# Restricted Boltzmann machine amplitudes: log-derivatives, flip ratios and the exact two-body Jastrow factor

## Conventions and statement

There are $N$ spins $\tfrac12$ with $s_i=2S_i^z=\pm1$ ($\hbar=1$) and $M$ auxiliary (hidden) spins $h_j=\pm1$. The parameters $a_i$, $b_j$, $W_{ij}$ are dimensionless and may be complex. The restricted Boltzmann machine (RBM) trial state, introduced into variational Monte Carlo by Carleo and Troyer (2017), has the unnormalised amplitude

$$\Psi(s)=\sum_{\{h\}}\exp\Big[\sum_i a_is_i+\sum_j b_jh_j+\sum_{ij}W_{ij}s_ih_j\Big].\tag{1}$$

"Restricted" means that there are no $h_jh_{j'}$ couplings. $K$ denotes a Jastrow coefficient and $J$ an exchange energy in meV.

**A. Closed form.**
$$\Psi(s)=e^{\sum_ia_is_i}\prod_{j=1}^M2\cosh\theta_j,\qquad\theta_j=b_j+\sum_iW_{ij}s_i.\tag{2}$$

**B. Log-derivatives** $O_p=\partial\ln\Psi/\partial p$:
$$O_{a_i}=s_i,\qquad O_{b_j}=\tanh\theta_j,\qquad O_{W_{ij}}=s_i\tanh\theta_j.\tag{3}$$

**C. Flip ratio.** If $s'$ is $s$ with the spins of a set $F$ reversed,
$$\frac{\Psi(s')}{\Psi(s)}=e^{-2\sum_{k\in F}a_ks_k}\prod_j\frac{\cosh\big(\theta_j-2\sum_{k\in F}W_{kj}s_k\big)}{\cosh\theta_j},\tag{4}$$
which costs $O(M)$ operations for fixed $|F|$ when the $\theta_j$ are stored.

**D. Exact Jastrow factor.** One hidden unit with $b=0$ and weights $W_1,W_2$ on two spins equals $e^{Ks_1s_2}$ times a constant, with $\tanh K=\tanh W_1\tanh W_2$. For real weights of equal size $W$,
$$2\cosh\big[W(s_1+\sigma s_2)\big]=2e^{|K|}\,e^{Ks_1s_2},\qquad\cosh2W=e^{2|K|},\qquad\sigma=\operatorname{sign}K.\tag{5}$$
Equal real weights give $K\ge0$ only. The antiferromagnetic case $K<0$ needs opposite real weights, or equal imaginary ones.

**E. Marshall sign.** On a bipartite lattice, $a_i=i\pi/2$ on sublattice $A$ and $a_i=0$ on $B$ give the factor $(-1)^{N_{A\downarrow}}$ up to a global phase, where $N_{A\downarrow}$ counts the down spins on $A$.

## Proof of A, B and C

The exponent of (1) equals $\sum_ia_is_i+\sum_jh_j\theta_j$. The summand is therefore a product of factors that each contain one $h_j$, and the sum over $2^M$ hidden configurations becomes a product of $M$ two-term sums, $\sum_{h=\pm1}e^{h\theta_j}=2\cosh\theta_j$. This is (2).

The logarithm is $\ln\Psi=\sum_ia_is_i+\sum_j\ln2\cosh\theta_j$. The parameters $b_j$ and $W_{ij}$ enter only $\theta_j$, with $\partial\theta_j/\partial b_j=1$ and $\partial\theta_j/\partial W_{ij}=s_i$, and $d\ln\cosh\theta/d\theta=\tanh\theta$. The chain rule gives (3).

The $O_p$ yield the energy gradient. Define the local energy $E_L(s)=\sum_{s'}H_{ss'}\Psi(s')/\Psi(s)$ and let $\langle\cdot\rangle$ average over $|\Psi|^2/\sum|\Psi|^2$, so that $E=\langle E_L\rangle$. For a real parameter $p$ and Hermitian $H$, the derivative of $\langle\Psi|H|\Psi\rangle$ is $2\,\mathrm{Re}\sum_s|\Psi|^2O_p^*E_L$ and that of $\langle\Psi|\Psi\rangle$ is $2\,\mathrm{Re}\sum_s|\Psi|^2O_p^*$. The quotient rule, with $E$ real, gives
$$\frac{\partial E}{\partial p}=2\,\mathrm{Re}\big[\langle O_p^*E_L\rangle-\langle O_p^*\rangle\langle E_L\rangle\big].\tag{6}$$
A complex parameter is two real ones, with log-derivatives $O_p$ and $iO_p$ because $\Psi$ is holomorphic in it.

Reversing $s_k$ changes it by $-2s_k$. Both $\sum_ia_is_i$ and $\theta_j$ are linear in the spins, so they shift by $-2\sum_Fa_ks_k$ and $-2\sum_FW_{kj}s_k$. Dividing the two forms of (2) gives (4). Each of the $M$ factors takes $|F|$ additions and one hyperbolic ratio, and an accepted move updates the table by the same shifts. Recomputing all $\theta_j$ would cost $O(NM)$. For one spin the addition theorem, with $\sinh(2Ws)=s\sinh2W$, turns each factor into $\cosh2W_{kj}-s_k\sinh2W_{kj}\tanh\theta_j$.

## Proof of D

For $s=\pm1$, $\cosh(Ws)=\cosh W$ and $\sinh(Ws)=s\sinh W$. The addition theorem and the same parity rule for $s_1s_2=\pm1$ give
$$2\cosh(W_1s_1+W_2s_2)=2\cosh W_1\cosh W_2\,[1+s_1s_2\tanh W_1\tanh W_2],$$
$$e^{Ks_1s_2}=\cosh K\,[1+s_1s_2\tanh K].$$
The two functions are proportional on all four configurations if and only if $\tanh K=\tanh W_1\tanh W_2$, and the constant is $C=2\cosh W_1\cosh W_2/\cosh K$. It is independent of $s$ and cancels from every expectation value.

Put $W_1=W$, $W_2=\sigma W$ with $W$ real and $\sigma=\pm1$. Then $\tanh K=\sigma\tanh^2W$, so $\sigma$ is the sign of $K$, and
$$\cosh2W=\frac{1+\tanh^2W}{1-\tanh^2W}=\frac{1+\tanh|K|}{1-\tanh|K|}=e^{2|K|},\qquad C=\frac{1+\cosh2W}{\cosh K}=2e^{|K|}.$$
This is (5). Since $e^{2|K|}\ge1$, a real $W=\tfrac12\operatorname{arcosh}e^{2|K|}$ exists for every finite $K$. With equal weights $W=iw$ the condition reads $\cos2w=e^{2K}$, which is solvable for $K\le0$.

Hidden units multiply in (2), so any Jastrow factor $\exp\sum_{i<k}K_{ik}s_is_k$ is an RBM with one unit per non-zero $K_{ik}$, at most $N(N-1)/2$ units. For small $W$, $|K|=\tfrac12\ln\cosh2W=W^2-\tfrac23W^4+\dots$ is even in $W$, so the gradient with respect to $W$ vanishes at $W=0$ and an optimisation must start from non-zero weights. A unit attached to more spins goes beyond two-body form. In $\ln\cosh\theta=\theta^2/2-\theta^4/12+\dots$ the $4!$ orderings in $\theta^4$ produce the term $-2W_1W_2W_3W_4\,s_1s_2s_3s_4$ at leading order.

## Proof of E and the Heisenberg local energy

The leading model of the Cu$^{2+}$ spins in a CuO$_2$ plane of La$_2$CuO$_4$ is
$$H=J\sum_{\langle ik\rangle}\Big[\tfrac14s_is_k+\tfrac12\big(S_i^+S_k^-+S_i^-S_k^+\big)\Big],\qquad J>0,$$
on a square lattice, each bond counted once. The transverse term exchanges an antiparallel pair with matrix element $+J/2$. Each bond joins $A$ to $B$, so an exchange changes $N_{A\downarrow}$ by one. In the basis $(-1)^{N_{A\downarrow}}|s\rangle$ all off-diagonal elements are $-J/2$. Exchanges connect all configurations of given $S^z_{\rm tot}$, so the Perron–Frobenius theorem makes the lowest state of each sector unique, with amplitudes $(-1)^{N_{A\downarrow}}\phi(s)$ and $\phi>0$ (Marshall, 1955).

For equal sublattices this state is a singlet at $S^z_{\rm tot}=0$ (Lieb and Mattis, 1962). The same sign rule holds for $\mathbf S_A\cdot\mathbf S_B=\tfrac12(\mathbf S^2-\mathbf S_A^2-\mathbf S_B^2)$, whose ground state has $S_A=S_B=N/4$ and $S=0$. Two positive $\phi$ overlap. The unique ground state of $H$ has a definite $S$ and overlaps a singlet, hence $S=0$.

Since $e^{i\pi s/2}=is$, the biases of E contribute $i^{N_A}\prod_{i\in A}s_i=i^{N_A}(-1)^{N_{A\downarrow}}$, which proves E. In (4) an exchange flips one $A$ spin and the bias factor is $e^{-i\pi s_k}=-1$. With real $b_j,W_{ij}$ the product $\phi=\prod_j2\cosh\theta_j$ is positive, and
$$E_L(s)=J\sum_{\langle ik\rangle}\Big[\frac{s_is_k}{4}-\frac{1-s_is_k}{4}\,\frac{\phi(s^{ik})}{\phi(s)}\Big],\tag{7}$$
where $s^{ik}$ has the pair exchanged. The state is projected on $S^z_{\rm tot}=0$ by sampling with exchange moves only. With $2N$ bonds, (7) costs $O(NM)$ for dense weights.

The nearest-neighbour Jastrow state places one unit on each bond, $\theta=W(s_i-s_k)$ with $i\in A$, $k\in B$, so $M=2N$. An antiparallel bond contributes $2\cosh2W$ and a parallel bond $2$. Relative to a Néel configuration,
$$\phi\propto u^{n_\parallel/2},\qquad u=\cosh^{-2}2W=e^{-4|K|},\tag{8}$$
with $n_\parallel$ the number of parallel bonds. An exchange alters only the six bonds around the pair, so its ratio costs $O(1)$.

## Range of validity

Statements A to E are identities for any finite parameters. With complex weights $\cosh\theta_j$ vanishes at $\theta_j=i\pi(n+\tfrac12)$, $n$ an integer, where (3) and (4) are singular. A hard constraint, $|K|\to\infty$, is reached by real weights only as a limit, $W\to|K|+\tfrac12\ln2$. The $O(M)$ cost assumes a bounded number of flipped spins.

The sign E is exact for unfrustrated exchange on a bipartite lattice. An antiferromagnetic coupling within one sublattice leaves a positive off-diagonal element, and the Perron–Frobenius premise fails. The same holds for the ring exchange on a square $1234$,
$$H_c=J_c\big[(\mathbf S_1\!\cdot\!\mathbf S_2)(\mathbf S_3\!\cdot\!\mathbf S_4)+(\mathbf S_1\!\cdot\!\mathbf S_4)(\mathbf S_2\!\cdot\!\mathbf S_3)-(\mathbf S_1\!\cdot\!\mathbf S_3)(\mathbf S_2\!\cdot\!\mathbf S_4)\big].$$
Its first two terms each take $\uparrow\downarrow\uparrow\downarrow$ to $\downarrow\uparrow\downarrow\uparrow$ with element $J_c/4$. The sum $+J_c/2$ keeps its sign, because two $A$ spins flip.

Exact representation of a Jastrow factor does not make that factor the ground state. For a periodic $L\times L$ lattice with even $L\ge6$, the state (8) fails for every $W$. Two necessary conditions show it.

*Singlet condition.* $S^+_{\rm tot}\Psi=0$ requires that, for any configuration $t$ with $S^z_{\rm tot}=1$, the amplitudes of all configurations obtained by lowering one up spin of $t$ sum to zero. Take the Néel state with $A$ up and raise one $B$ spin. Lowering that spin restores Néel order, amplitude $+1$. Lowering one of its four $A$ neighbours leaves six parallel bonds, amplitude $-u^3$. Lowering any other $A$ spin leaves eight, amplitude $-u^4$. Hence $4u^3+(N/2-4)u^4=1$. The left side grows with $u$ and $N$, and at $u=\tfrac12$, $N=36$ it is already $1.375$, so $u<\tfrac12$.

*Constant local energy.* Compare the Néel state, where every bond has ratio $u^3$, with one exchanged pair. Six bonds turn parallel, which raises the diagonal part by $6\times J/2=3J$ and removes their exchange terms. The exchanged bond has ratio $u^{-3}$. The two bonds that close a square with it have two parallel and four antiparallel surrounding bonds, ratio $u^{2-1}=u$. Fourteen more bonds touch a neighbour of the pair and have one parallel and five antiparallel surrounding bonds, ratio $u^2$. These $1+6+2+14=23$ bonds give
$$\Delta E_L/J=3-\tfrac12\big[u^{-3}+2u+14u^2-23u^3\big].$$
For $u<\tfrac12$, $u^{-3}>8$ and $14u^2-23u^3>0$, so $\Delta E_L<-J$. An eigenstate needs $\Delta E_L=0$, so the two conditions exclude each other. On the lattice (8) gives a variational upper bound, and since it is an RBM, the optimum over RBMs that contain these units lies no higher.

## Numerical illustration: one Cu$_4$ plaquette of La$_2$CuO$_4$

Take an isolated square of four spins with four bonds, $A=\{1,3\}$, and the typical value $J\approx140$ meV as input. Four hidden units share one $W$. The sector $S^z_{\rm tot}=0$ has two Néel configurations ($n_\parallel=0$) and four of type $\uparrow\uparrow\downarrow\downarrow$ ($n_\parallel=2$). Their amplitudes $\phi$ stand as $x:1$ with $x=1/u=\cosh^22W$.

In a Néel configuration the diagonal energy is $-J$ and four exchanges have ratio $1/x$, so (7) gives $E_L=-J(1+2/x)$. In the others the diagonal energy is zero and two exchanges have ratio $x$, so $E_L=-Jx$. The total Néel probability is $P=x^2/(x^2+2)$, and
$$E(x)=-J\,\frac{x^2+4x}{x^2+2},\qquad\frac{dE}{dx}=4J\,\frac{(x-2)(x+1)}{(x^2+2)^2}.$$
For the shared weight, (3) sums to $O_W=\sum(s_i-s_k)\tanh\theta$, which is $2\tanh2W$ per antiparallel bond.

At the trial value $W=0.3$: $\cosh0.6=1.1855$, $\tanh0.6=0.537$, $x=1.405$.

| class | total probability | $E_L/J$ | $O_W$ |
|---|---|---|---|
| Néel (2) | 0.497 | $-2.423$ | 4.296 |
| $\uparrow\uparrow\downarrow\downarrow$ (4) | 0.503 | $-1.405$ | 2.148 |

The mean is $E=-1.911J\approx-268$ meV. For two classes the covariance in (6) is $P(1-P)$ times the product of the differences between them, $-1.018J$ in $E_L$ and $2.148$ in $O_W$, so $\partial E/\partial W=-1.093J\approx-153$ meV. The analytic route, $dE/dx$ times $dx/dW=2\sinh4W$, gives the same value.

The minimum lies at $x=2$, that is
$$\cosh2W^*=\sqrt2,\qquad W^*=\tfrac12\ln(1+\sqrt2)=0.4407,\qquad K^*=-\tfrac14\ln2=-0.1733.$$
Both local energies then equal $-2J$, so the state is an eigenstate, and by the sign rule it is the ground state. Independently, $H=J\,\mathbf S_A\cdot\mathbf S_B$ here, and $S_A=S_B=1$, $S=0$ gives $\tfrac12J(0-2-2)=-2J\approx-280$ meV. The singlet condition on the plaquette, $2u=1$, is met by the same $x$. Optimising from $W=0.3$ gains $0.089J\approx12$ meV.

The ring exchange exceeds that gain. An approximate value for this compound is $J_c\approx50$ meV, or $0.36J$, while further-neighbour, anisotropic and interlayer couplings are typically a few meV or less. $H_c$ conserves $S$ and is symmetric under $1\leftrightarrow3$, which distinguishes the two singlets ($S_A=S_B=1$ and $S_A=S_B=0$), so the RBM state at $W^*$ remains an eigenstate. In a four-spin singlet $\mathbf S_1\cdot\mathbf S_2$ and $\mathbf S_3\cdot\mathbf S_4$ act alike, and $(\mathbf S_1\cdot\mathbf S_2)^2=\tfrac3{16}-\tfrac12\mathbf S_1\cdot\mathbf S_2$. With $\langle\mathbf S_1\cdot\mathbf S_2\rangle=-\tfrac12$ each of the first two terms gives $\tfrac7{16}$ and the third $-\tfrac1{16}$. The shift is $+\tfrac{13}{16}J_c\approx+41$ meV. Diagonalisation of $H+H_c$ puts the competing level, a triplet, at $-J-\tfrac7{16}J_c$, so the singlet stays lowest while $J_c<\tfrac45J$. On the plaquette the ring term moves the energy to about $-239$ meV and leaves $W^*$ and the Marshall sign unchanged. On the extended lattice no such symmetry fixes the state, and $W^*$ does not transfer even at $J_c=0$, where $u=\tfrac12$ gives $\Delta E_L=-1.8125J$.